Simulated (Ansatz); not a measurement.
**The dipole moment down a group: C to Ge**

One atom is swapped for its congeners: CH2ClF (chlorofluoromethane) `FCCl`; SiH2ClF `F[SiH2]Cl`; GeH2ClF `[F][GeH2][Cl]`. All are singlets with charge 0.

Shapes, held fixed at every level: PBE0-D4/def2-TZVP. Programs: Ansatz 0.2.0. Values in D.

| level | CH2ClF | SiH2ClF | GeH2ClF |
| --- | --- | --- | --- |
| PBE-D4/def2-TZVPP | 1.68 | 1.20 | 2.11 |
| r2SCAN-D4/def2-TZVPP | 1.77 | 1.26 | 2.21 |
| B3LYP-D4/def2-TZVPP | 1.78 | 1.32 | 2.25 |
| wB97M-V/def2-TZVPP | 1.78 | 1.29 | 2.27 |
| measured | 1.82 | – | – |

At wB97M-V/def2-TZVPP the dipole moment isn't monotonic: it is largest for Ge and smallest for Si (2.27 and 1.29 D). Every level shows the same order. Measured values: NIST CCCBDB. Relativity is left out for Ge unless named.

The dipole moment follows neither the size of the central atom nor the polarity of its halogen bonds alone. The Si–F and Si–Cl bonds are more polar than their carbon counterparts, yet SiH2ClF has the smallest moment at every level. The likely reason is the hydrogen side of the molecule. Carbon draws electron density from hydrogen, so the C–H bonds reinforce the carbon–halogen dipoles, whereas hydrogen on silicon is hydridic and opposes them. Back-donation from halogen lone pairs into Si–H antibonding orbitals probably lowers the moment further. Germanium is more electronegative than silicon because its filled 3d shell screens the nuclear charge poorly. Its hydrogens are therefore less hydridic and cancel less of the halogen contribution, while the longer bonds increase the charge separation.

The differences between molecules exceed the spread between functionals, so the ordering is more secure than the individual values. For CH2ClF, every level falls slightly below the measured 1.82 D, with PBE furthest away. Total moments alone cannot separate bond polarity from lone-pair and back-donation contributions.
